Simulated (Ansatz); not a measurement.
# Sn: energy change per atom and pressure as volume scale varies

All results are calculated (Ansatz 0.2.0). Plane-wave DFT, scalar-relativistic PAW made under PBE with cores redone for the functional, no dispersion; the given relaxed cell is scaled uniformly, energy at zero smearing counts from the unscaled cell, pressure at the given Fermi-Dirac smearing is positive in compression.

The cell before it is scaled or strained (space group Im-3m, No. 229):
```
cell vectors (Å)
  -1.8862     1.8862     1.8862
   1.8862    -1.8862     1.8862
   1.8862     1.8862    -1.8862
atoms (fractions of the cell vectors)
Sn  0.00000  0.00000  0.00000
```

Settings of every row: spin polarised no; functional r2SCAN; wave cutoff 500 eV; smearing width 0.1 eV; k mesh 13x13x13.

Atom starting moment: 0 on all atoms.

Limits: the cell comes from a prototype or a list of computed structures and needn't be the stable phase.

| row | volume scale | V (Å³/atom) | energy change per atom (meV) | pressure (GPa) |
| --- | --- | --- | --- | --- |
| 1 | 0.88 | 23.621 | 86.25 | 9.41 |
| 2 | 0.92 | 24.695 | 36.65 | 5.64 |
| 3 | 0.96 | 25.769 | 9.47 | 2.66 |
| 4 | 1.04 | 27.916 | ? | ? |
| 5 | 1.08 | 28.99 | 20.28 | -3.06 |
| 6 | 1.12 | 30.064 | 44.9 | -4.25 |

Question: what energy change per atom and pressure should row 4 give?

Worked fit of energy change per atom. Take u = (V_r/V)^(2/3) − 1 with V_r = 25.769 Å³ an atom, which is twice the finite (Eulerian) strain; such expansions in the strain, on which the Birch-Murnaghan equation of state is built, carry the rest volume and the bulk modulus. The shown rows have u = 0.05974, 0.02879, 0, -0.07552, -0.09767. Least squares give energy change per atom = 9.507 + 655.27 × u + 10462.5 × u² meV; a straight line predicts inner rows, each left out in turn, worse (root mean square 28 against 0.68 meV). The rows lie off it by 0.26, -0.39, -0.04, 0.59, -0.41 (root mean square 0.38 meV). The withheld row has u = -0.05195, so the fit gives 9.507 + 655.27 × (-0.05195) + 10462.5 × (-0.05195)² = 3.70 meV.

The calculation gave 4.56 meV. The fit lies 0.86 meV (19 % of the value, 1.1 % of the column's range) below it; its largest miss of a shown row is 0.59 meV.

Worked fit of pressure. Take u = (V_r/V)^(2/3) − 1 with V_r = 25.769 Å³ an atom, which is twice the finite (Eulerian) strain; such expansions in the strain, on which the Birch-Murnaghan equation of state is built, carry the rest volume and the bulk modulus. The shown rows have u = 0.05974, 0.02879, 0, -0.07552, -0.09767. Least squares give pressure = 2.665 + 96.61 × u + 267.6 × u² GPa; a straight line predicts inner rows, each left out in turn, worse (root mean square 0.71 against 0.051 GPa). The rows lie off it by 0.02, -0.03, 0.00, 0.04, -0.03. The pressure vanishes at u = -0.0301, or V = 26.98 Å³ an atom, and there the bulk modulus at fixed shape and fractions is B = −V dP/dV = (2/3)(1 + u) dP/du = 52.1 GPa. The withheld row has u = -0.05195, so the fit gives 2.665 + 96.61 × (-0.05195) + 267.6 × (-0.05195)² = -1.63 GPa.

The calculation gave -1.57 GPa. The fit lies 0.06 GPa (3.8 % of the value, 0.44 % of the column's range) below it; its largest miss of a shown row is 0.04 GPa.
